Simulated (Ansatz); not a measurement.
## MgB2: the change of pressure and largest V_zz with volume scale

Periodic Kohn-Sham DFT of a crystal at fixed atoms, scaled to volume_scale times the given cell; pressure positive in compression, energy less spherical unpolarised free atoms, largest_vzz the field gradient of largest size among the nuclei. The results are calculated, by Ansatz 0.2.0.

The cell before it is scaled or strained (space group P6/mmm, No. 191):
```
cell vectors (Å)
   3.0850     0.0000     0.0000
  -1.5425     2.6717     0.0000
   0.0000     0.0000     3.5230
atoms (fractions of the cell vectors)
Mg  0.00000  0.00000  0.00000
B   0.33333  0.66667  0.50000
B   0.66667  0.33333  0.50000
```

Settings of every row: method frozen-core PAW; functional LDA; relativity scalar; k mesh 12x12x9; filling fermi-dirac; smearing width 0.05 eV; wave cutoff 420 eV; paw set soft_2.

Atom start moment: 0 on all atoms.

Limits: PAW files made with PBE; no gap: field gradients move with the k mesh.

| row | volume scale | V (Å³/atom) | pressure (GPa) | largest V_zz (1e21 V/m^2) |
| --- | --- | --- | --- | --- |
| 1 | 0.94 | 9.098 | 1.872 | 1.801 |
| 2 | 0.96 | 9.292 | -1.596 | 1.791 |
| 3 | 0.98 | 9.486 | -4.741 | 1.781 |
| 4 | 0.99 | 9.582 | -6.205 | 1.776 |
| 5 | 1 | 9.679 | -7.599 | 1.771 |
| 6 | 1.01 | 9.776 | -8.928 | 1.765 |
| 7 | 1.02 | 9.873 | -10.194 | 1.76 |
| 8 | 1.04 | 10.066 | -12.551 | 1.75 |
| 9 | 1.06 | 10.26 | ? | ? |

Question: what pressure and largest V_zz should row 9 give?

Worked fit of pressure. Take u = (V_r/V)^(2/3) − 1 with V_r = 9.6305 Å³ an atom, which is twice the finite (Eulerian) strain; such expansions in the strain, on which the Birch-Murnaghan equation of state is built, carry the rest volume and the bulk modulus. The shown rows have u = 0.03865, 0.02414, 0.01013, 0.00337, -0.00334, -0.00995, -0.01644, -0.02906. Least squares give pressure = −6.9061 + 208.296 × u + 486.44 × u² GPa; a straight line predicts inner rows, each left out in turn, worse (root mean square 0.17 against 0.0056 GPa). The rows lie off it by 0.001, -0.002, 0.005, -0.006, -0.003, 0.002, 0.005, -0.003 (root mean square 0.0038 GPa). The pressure vanishes at u = 0.0309, or V = 9.2 Å³ an atom, and there the bulk modulus at fixed shape and fractions is B = −V dP/dV = (2/3)(1 + u) dP/du = 164 GPa. Letting shape and atoms relax would as a rule lower it, by much in layered, chain or molecular crystals. The withheld row has u = -0.04133, so the fit gives −6.9061 + 208.296 × (-0.04133) + 486.44 × (-0.04133)² = -14.684 GPa.

The calculation gave -14.692 GPa. The fit lies 0.008 GPa (0.048 % of the column's range) above it; its largest miss of a shown row is 0.006 GPa. This row lies beyond the range of the fit.

Worked fit of largest V_zz. Take t = volume scale − 0.99. The shown rows have t = -0.05, -0.03, -0.01, 0, 0.01, 0.02, 0.03, 0.05. Their means are 0.0025 and 1.7744 1e21 V/m^2; the sums about the means are S_tt = 0.00735 and S_ty = -0.003767, whose ratio is the slope. Least squares give largest V_zz = 1.7757 − 0.513 × t 1e21 V/m^2. All shown rows lie on it to the printed digit. The withheld row has t = 0.07, so the fit gives 1.7757 − 0.513 × (0.07) = 1.740 1e21 V/m^2.

The calculation gave 1.74 1e21 V/m^2. The fit meets it to the printed digit. This row lies beyond the range of the fit.
